**Q.** I have zinc sulphide in the zinc blende structure, and its energy computed at six volumes. I want the energy at one more, slightly larger volume. Do I need another calculation, or do the six already tell me?

**A.** They tell you a good deal, because nothing changes along the series except the size of the cell. Cubic symmetry holds each atom in its place, so every Zn–S bond stretches by the same fraction. In the table, "volume" is the volume per atom, and it grows in even steps of 2 % of the given cell, which is the row at 19.73 Å³/atom. "Energy" is counted per atom from the minimum of a curve fitted to the whole series.

Zinc blende ZnS at scaled volumes of the given cell, computed with OpenMX 3.8.5 using PBE, OpenMX 2013 PBE pseudopotentials and the numerical atomic orbitals Zn6.0H-s3p2d1 and S7.0-s2p2d1f1. All runs use a 9×9×9 k mesh, Fermi–Dirac smearing of 0.05 eV and a fixed 30×30×30 real-space grid. Energies are counted from the minimum of the fitted curve.

```csv
volume (Å³/atom),energy (meV/atom)
18.54,108.83
18.94,80.13
19.33,56.69
19.73,37.85
20.12,23.17
20.52,12.46
20.91,?
```

**Q.** The energy falls from each row to the next. Shouldn't a crystal sit at its lowest energy?

**A.** It should, if it is free to choose its volume. Here the volume is imposed, and a falling energy means that the crystal pushes outwards. Pressure is minus the slope of energy against volume. Between the two neighbours of the given cell the energy drops by 33.5 meV over 0.79 Å³, which makes 42.4 meV/Å³, or 6.8 GPa. In this calculation the given cell is a compressed crystal.

**Q.** Then I could continue the line downwards.

**A.** A straight line would overshoot, because the push weakens as the crystal expands. The first step lowers the energy by 28.7 meV/atom, the last known step by only 10.7. The next drop must be smaller again, and the whole problem is by how much. That depends on the curvature, which measures stiffness: volume times curvature is the bulk modulus, the resistance to uniform squeezing.

**Q.** Can't I take the stiffness as constant, as for a spring?

**A.** Consider the two ends. If you press the atoms together, their filled electron shells overlap. The Pauli principle then forces the electrons into states of higher energy, and this repulsion climbs steeply with each further bit of approach. If you pull the atoms far apart, the forces fade and the curvature fades with them. A real crystal lies between these limits, so you would expect it to soften as it expands.

The table shows this softening directly. Three neighbouring energies give a local curvature, and from it I find a bulk modulus of about 103 GPa at 18.94 Å³/atom but only 82 GPa at 20.12. These three-point values are a little noisy: the second differences of the energy run 5.26, 4.60, 4.16 and 3.97 meV/atom and shrink unevenly, so read the trend and not the last digit. A parabola in volume has one curvature for all rows. It has to settle for an average, which is too small at the compressed end and too large at the expanded end.

**Q.** What do you use instead of the parabola?

**A.** I keep the spring but measure its stretch differently. Let V be the volume per atom, V₀ the volume at the minimum and B₀ the bulk modulus there. For small changes the spring energy is ½B₀(V − V₀)²/V₀. Now define a strain f = ½[(V₀/V)^(2/3) − 1]. Close to the minimum, V − V₀ is −3V₀f, and the spring energy becomes (9/2)B₀V₀f².

The assumption comes next: I keep this expression, with its constant factor, for larger strains too. The result is the second-order Birch–Murnaghan equation. Since V^(2/3) goes as the square of the bond length, f follows the inverse square of the bond length, which changes faster and faster as the bond shortens. A plain quadratic in f therefore stiffens under compression by itself. Near the minimum its bulk modulus rises by 4 GPa for each GPa of pressure, a typical value for solids.

**Q.** But you don't know V₀. The minimum isn't among my rows.

**A.** I don't need it in advance. I refer the volume to your given cell, with y = (19.73/V)^(2/3) − 1, and the same equation reads E = a + by + cy². A least-squares fit to the six known rows gives a = 37.82, b = 1250 and c = 10351, all in meV/atom. The minimum then follows from the constants.

The volume you ask about is three steps above the given cell, a factor of 1.06, so y = 1.06^(−2/3) − 1 = −0.0381. The estimate is then

E = 37.8 − 1250 × 0.0381 + 10351 × 0.0381² = 37.8 − 47.6 + 15.0 = 5.2 meV/atom.

**Q.** How far would you trust that?

**A.** I put the range at 4.7 to 5.7 meV/atom. That is a judgement, with room for the step beyond the known rows and for small numerical noise. A rehearsal supports it: if I fit only the first five rows and forecast the sixth, I get 12.42 meV/atom where the calculation has 12.46.

My forecast in words is that the energy falls again and stays above zero, and that the drop is the smallest of the series, about 7 meV/atom. The parabola, fitted to the same six rows, gives 6.9 meV/atom, and I expect that to be too high. Its curvature is too large at the expanded end, so it levels off too soon.

**Q.** Did you make this forecast blind?

**A.** Not entirely. The zero of energy comes from a fit to all seven volumes, including the one you ask about. I had also seen the equilibrium volume and bulk modulus from that fit. Neither enters my curve, whose constant a is free to absorb any choice of zero. That fit also has the modulus rising by 4.08 GPa per GPa, close to the 4 my form assumes, so the choice of form was not blind either. So the test is whether six rows alone lead to the seventh. That the energy stays above zero is a weak forecast, since zero is the bottom of a curve drawn through the same point.

**Q.** Let me see the computed value.

The withheld rows as computed:

```csv
volume (Å³/atom),energy (meV/atom)
20.91,5.21
```

**A.** The calculation gives 5.21 meV/atom, and my curve misses it by about 0.01. The energy falls again and stays above zero, and the drop of 7.25 meV/atom is indeed the smallest. My range was far wider than it needed to be. Still, I wouldn't promise such a close hit next time, because the curve misses the rows it was fitted to by 0.03 meV/atom on average.

The parabola is too high by 1.65 meV/atom, about a third of the value itself. Its last drop is only 12.46 − 6.86 = 5.6 meV/atom. It fails in the direction that the softening demands, and it fails although it has just as many adjustable constants. What helps is the better measure of strain, since it carries the stiffening that the parabola lacks, and here in nearly the right amount: the form assumes 4 GPa per GPa, and the fit to all seven rows gives 4.08. For a solid whose slope lies further from 4, expect a larger miss.

**Q.** So the calculation is reliable, and I can read the equilibrium volume off your curve?

**A.** You can read off where this calculation would have its minimum. My six rows put it at 21.66 Å³/atom, and the fit to all seven puts it at 21.67. The two share most of their data, so their agreement is no independent check. Both also lie beyond the last computed volume, so the minimum is an extrapolation in either case.

Whether real zinc sulphide has that volume is a different question. A smooth curve can be smoothly wrong. If an error changes gradually with volume, it tilts the whole curve and shifts the minimum, and the next point is as easy to forecast as before.

**Q.** Is there a sign of such an error here?

**A.** Yes, and it is large. The given cell has a cube edge of (8 × 19.73)^(1/3) = 5.40 Å, close to the real crystal at ordinary pressure. The calculated minimum lies 9.8 % higher in volume. The PBE functional does tend to make crystals too large, but for zinc sulphide usually by only a few per cent.

The pressure tells the same story. Take the usual PBE excess for zinc sulphide as roughly 2 % in volume. With a bulk modulus near 80 GPa, that corresponds to a pressure of 0.02 × 80 = 1.6 GPa at the given cell. This calculation has 6.8 GPa there. The 2 % and the 80 GPa are typical figures and were not computed here, but if they hold even roughly, most of the outward push comes from the particular setup and not from the functional. Thermal and zero-point vibrations are left out, but they would expand the crystal further.

**Q.** What in the setup could push the atoms apart?

**A.** My first suspect is the basis set on zinc, though no calculation here tests it. Zinc has a filled 3d shell, and this basis describes it with a single radial function. When sulphur comes closer, the shell would like to adjust its shape, but with one function it has little freedom to do so. Compression may then cost too much energy, which would act as an extra outward pressure. A second d function on zinc, with everything else unchanged, would show whether the minimum moves back. The p functions are tight as well: this zinc potential keeps 20 electrons in the valence, so one of the two p functions is taken by the filled 3p shell.

**Q.** I mostly need the bulk modulus, for a stress estimate. Does the volume matter for that?

**A.** It matters a great deal, because the modulus depends on where you read it. My curve gives about 60 GPa at its own minimum, an extrapolated value that leans on the assumed slope of 4, where the Zn–S bond is 2.41 Å long, against 2.34 Å in the given cell. At 20.12 Å³/atom three neighbouring energies of the same series give about 82 GPa. A calculation that expands the crystal too far therefore also reports it as too soft, simply because it evaluates the modulus at stretched bonds.

I would use neither number in a design. Reading the modulus at the given cell removes the effect of the stretched bonds, but not whatever error the setup makes in the curvature itself. The volume has to be put right first.

**Q.** Would it help to compute more volumes, on the far side of the minimum?

**A.** It would help with one of your two problems. With rows on both sides, the minimum would be enclosed by data and no longer extrapolated. You would see the drops turn into rises, and the rise on the expanded side would be gentler than the one on the compressed side. But the minimum would still belong to this setup, and a denser or longer series would only locate the wrong volume more precisely.

**Q.** And if I ran the same series for a much harder crystal, say diamond?

**A.** The curve would have much the same shape, because a bulk modulus that rises by about 4 GPa per GPa is common to many solids. Its height is set by the product B₀V₀, as the spring formula shows. Diamond is several times stiffer than zinc sulphide, but each of its atoms also takes up several times less room. For the same percentage of compression, the energies per atom therefore differ much less than the bulk moduli do.
